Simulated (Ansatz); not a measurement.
## Ligand exchange: CH2ClF + Cd(CH3)F → CH2F2 + Cd(CH3)Cl

Species: CH2ClF (chlorofluoromethane) `FCCl`, singlet; Cd(CH3)F, singlet; CH2F2 (difluoromethane) `FCF`, singlet; Cd(CH3)Cl, singlet. The partners trade Cl for F: C–Cl and Cd–F bonds give way to C–F and Cd–Cl.

Shapes, held fixed at every level: PBE0-D4/def2-TZVP. Programs: Ansatz 0.2.0. The zero-point and thermal change to 298 K, harmonic and unscaled (PBE0-D4/def2-TZVP), is +3.0 kJ/mol.

(1) Estimate ΔH(298 K) of this reaction.

## Answers

(1) The highest level, CCSD(T)/def2-TZVPP, gives ΔH(298 K) = -87.1 kJ/mol; the levels span -131.5 to -80.9. The column of differences is taken from that level and isn't an error. No measured value is set beside it here. For atoms past krypton def2 sets carry core potentials with scalar relativity. Outer-core shells of Cd are correlated in most correlated rows, in sets that cover them unevenly.

| level | kind | ΔH(298 K) (kJ/mol) | less CCSD(T)/def2-TZVPP |
| --- | --- | --- | --- |
| HF/def2-SVP | Hartree–Fock | -131.5 | -44.4 |
| r2SCAN-D4/def2-TZVPP | meta-GGA | -80.9 | +6.2 |
| PBE0-D4/def2-TZVPP | global hybrid | -86.3 | +0.8 |
| MP2/def2-SVP | perturbation theory | -102.7 | -15.6 |
| CCSD/def2-SVP | coupled cluster or CI | -105.4 | -18.3 |
| CCSD/def2-TZVPP | coupled cluster or CI | -90.8 | -3.7 |
| CCSD(T)/def2-TZVPP | coupled cluster or CI | -87.1 | 0.0 |

Every level makes the exchange strongly exothermic, so fluorine's preference for carbon and chlorine's for cadmium is not in doubt for these isolated molecules. Both metal–halogen and carbon–halogen bonds are stronger to fluorine, but the gain is larger at carbon, where compact 2p orbitals overlap well and the bond is strongly polar. Cadmium, a soft and polarisable d¹⁰ centre, loses less on taking chloride. Difluoromethane gains further from the geminal anomeric effect, lone-pair donation from each fluorine into the other C–F σ* orbital.

In the same small basis, correlation reduces the exothermicity from -131.5 at Hartree–Fock to -105.4 kJ/mol with CCSD, and the larger basis brings CCSD to -90.8. The basis shift probably reflects poor description of the fluoride-like density in Cd(CH3)F, which raises the reactant side. Given that sensitivity, PBE0's close match to CCSD(T) may be partly fortuitous. The gas-phase value need not carry over to condensed phases, where halide bridging could stabilise the cadmium fluoride considerably.
